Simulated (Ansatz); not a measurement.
TiC: the change of pressure with volume per atom

Periodic Kohn-Sham DFT of a crystal at fixed atoms; pressure and stress are positive in compression; the energy is the free energy less that of spherical unpolarised free atoms; site moments are those in the method's own spheres, positive along +z. The results are calculated, by Ansatz 0.2.0.

Cell of the first row (space group Fm-3m, No. 225):
```
CELL_PARAMETERS angstrom
0.00000 2.11980 2.11980
2.11980 0.00000 2.11980
2.11980 2.11980 0.00000
ATOMIC_POSITIONS crystal
Ti 0.00000 0.00000 0.00000
C 0.50000 0.50000 0.50000
```

Settings of every row: method all-electron PAW; functional PBEsol; relativity scalar; k mesh 16x16x16; filling fermi-dirac; smearing width 0.03 eV; nucleus gaussian.

Atom start moment: 0 on all atoms.

```
row  volume per atom (Å³)  pressure (GPa)
  1                 9.526          10.835
  2                 9.531          10.671
  3                 9.728           4.567
  4                 9.931          -1.088
  5                10.032          -3.707
  6                10.134               ?
  7                10.235          -8.557
  8                10.336         -10.803
  9                10.539          -14.96
 10                10.742         -18.712
```

Question: what pressure should row 6 give?

Worked fit of pressure. Take u = (V_r/V)^(2/3) − 1 with V_r = 10.032 Å³ an atom, which is twice the finite (Eulerian) strain; such expansions in the strain, on which the Birch-Murnaghan equation of state is built, carry the rest volume and the bulk modulus. The shown rows have u = 0.03511, 0.03474, 0.02073, 0.00677, 0, -0.01327, -0.01971, -0.03233, -0.04456. Least squares give pressure = −3.7053 + 378.845 × u + 977.8 × u² + 775 × u³ GPa; a parabola predicts inner rows, each left out in turn, worse (root mean square 0.015 against 0.0084 GPa). The rows lie off it by 0.000, 0.003, -0.008, 0.007, -0.002, 0.005, -0.005, -0.002, 0.002 (root mean square 0.0045 GPa). The pressure vanishes at u = 0.0095, or V = 9.89 Å³ an atom, and there the bulk modulus at fixed shape and fractions is B = −V dP/dV = (2/3)(1 + u) dP/du = 268 GPa. The withheld row has u = -0.00672, so the fit gives −3.7053 + 378.845 × (-0.00672) + 977.8 × (-0.00672)² + 775 × (-0.00672)³ = -6.207 GPa.

The calculation gave -6.195 GPa. The fit lies 0.012 GPa (0.041 % of the column's range) below it; its largest miss of a shown row is 0.008 GPa.
